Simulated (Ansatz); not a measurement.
BSiH2Cl (SMILES B[Si]Cl): where methods fail along a bond

BSiH2Cl has 5 atoms, charge 0, and is taken as a triplet. As SMILES, `B[Si]Cl`. The shape is that of a GFN2-xTB optimisation.

```xyz
5

B    -0.6741    0.3680   -0.3025
Si    0.3346   -1.0819    0.3575
Cl    2.3114   -0.9303    0.9615
H    -0.1845    1.4312   -0.3874
H    -1.7874    0.2130   -0.6291
```

The B1–Si2 distance is scanned; the parts on either side stay rigid. Basis STO-3G, 11 core orbitals frozen in the correlated methods; program Ansatz 0.2.0. FCI is exact within this basis and core. Energies in eV from each method's value at 1.886 Å; open shells run as named; a dash marks a point that is missing or didn't converge. The shape above is that at 1.886 Å.

| distance (Å) | UHF | U-r2SCAN | UB3LYP | U-wB97X | U-wB97M-V | UCCSD(T) | UCCSDT(Q) | FCI |
| --- | --- | --- | --- | --- | --- | --- | --- | --- |
| 1.886 | 0.00 | 0.00 | 0.00 | 0.00 | 0.00 | 0.00 | 0.00 | 0.00 |
| 2.357 | 1.42 | 1.36 | 1.30 | 1.56 | 1.50 | 1.33 | 1.30 | 1.30 |
| 2.828 | 2.55 | 2.96 | 2.85 | 3.11 | 3.12 | 2.81 | 2.80 | 2.80 |
| 3.771 | 2.78 | 3.92 | 3.63 | 3.73 | 3.73 | 3.21 | 3.22 | 3.22 |
| 4.714 | 2.79 | 3.98 | 3.68 | 3.77 | – | 3.22 | 3.24 | 3.24 |

Departure from the FCI curve at its largest: UHF -0.45 eV at 4.71 Å; U-r2SCAN +0.74 eV at 4.71 Å; UB3LYP +0.44 eV at 4.71 Å; U-wB97X +0.53 eV at 4.71 Å; U-wB97M-V +0.51 eV at 3.77 Å; UCCSD(T) +0.03 eV at 2.36 Å; UCCSDT(Q) within 0.005 eV. For the functionals part of the departure is owed to the small basis.

The exact curve is almost flat beyond 3.771 Å, so the B–Si interaction is essentially gone there. UHF climbs too steeply at first but ends too low, as expected when the correlation of the bonding pair, lost on separation, is missing. The functionals end too high instead, the opposite of what spurious charge delocalisation between the fragments would give. B3LYP follows FCI closely up to 2.828 Å and departs mainly afterwards, so good agreement near the starting distance doesn't guarantee a good dissociation limit.

UCCSD(T) stays close throughout. The likely reason is the spin state: BH2 and SiCl, both doublets in their ground states, can couple to a triplet with parallel spins, which a single determinant describes well. The stretched bond is therefore a milder test of static correlation than singlet bond breaking, where the two spins must be coupled antiparallel. The success of perturbative triples here can't be carried over to the singlet silylene, whose curve is not shown.
